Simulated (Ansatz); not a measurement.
Ligand exchange: CH5AlO3 + C2H2AlF → Al(OH)3 + C3H4AlF

Species: CH5AlO3 `C[O][Al]([OH])[OH]`, singlet; C2H2AlF `C#[C][AlH][F]`, singlet; Al(OH)3, singlet; C3H4AlF `C#[C][Al]([CH3])[F]`, singlet. The partners trade CH3 for H: O–CH3 and Al–H bonds give way to O–H and Al–CH3.

Shapes, held fixed at every level: PBE0-D4/def2-TZVP. Programs: Ansatz 0.2.0. Electronic energies: no zero-point or thermal term.

| level | kind | ΔE (kJ/mol) | less CCSD(T)/CBS estimate | CPU time (sum over the molecules) |
| --- | --- | --- | --- | --- |
| SPW92/def2-TZVPP | LDA | -110.5 | +2.3 | 12 s |
| r2SCAN-D4/def2-TZVPP | meta-GGA | -112.9 | -0.1 | 38 s |
| PBE0-D4/def2-TZVPP | global hybrid | -110.2 | +2.6 | 27 s |
| wB97M-V/def2-TZVPP | range-separated hybrid | -110.6 | +2.2 | 95 s |
| wB97X-V/def2-TZVPP | range-separated hybrid | -103.6 | +9.2 | 67 s |
| B2PLYP/def2-TZVPP | double hybrid | -107.7 | +5.1 | 48 s |
| CCSD/def2-SVP | coupled cluster or CI | -88.4 | +24.4 | – |
| CCSD(T)/CBS estimate | coupled cluster or CI | -112.8 | 0.0 | 15 min |

The highest level, CCSD(T)/CBS estimate, gives ΔE = -112.8 kJ/mol; the levels span -112.9 to -88.4. The column of differences is taken from that level and isn't an error. No measured value is set beside it here. The CBS estimate extrapolates MP2 from def2-TZVPP and def2-QZVPP and adds CCSD(T) − MP2 in the triple-zeta set, cores frozen. Times are processor times on shared x86 and Arm servers, and rough.

The exchange is strongly exothermic at every level, so its direction doesn't depend on the treatment of correlation. The main driving force is probably at oxygen, where a strong O–H bond replaces a weaker O–CH3 bond, while the change from Al–H to Al–CH3 should matter less. Polarity points the same way: hydridic hydrogen on aluminium becomes protic on oxygen, and methyl moves from an electronegative partner to an electropositive one, where it gains carbanionic character.

The number of bonds is conserved but their types are not, so error cancellation is only partial. The close agreement of LDA with the reference therefore says little about its accuracy for aluminium chemistry in general, and the double hybrid does no better here. The clear outlier, CCSD/def2-SVP, combines a small basis with missing triples, so its deviation can't be assigned to either alone. Three-coordinate aluminium species like these readily associate through bridging ligands, so the energy for separate monomers need not carry over to the condensed phase.
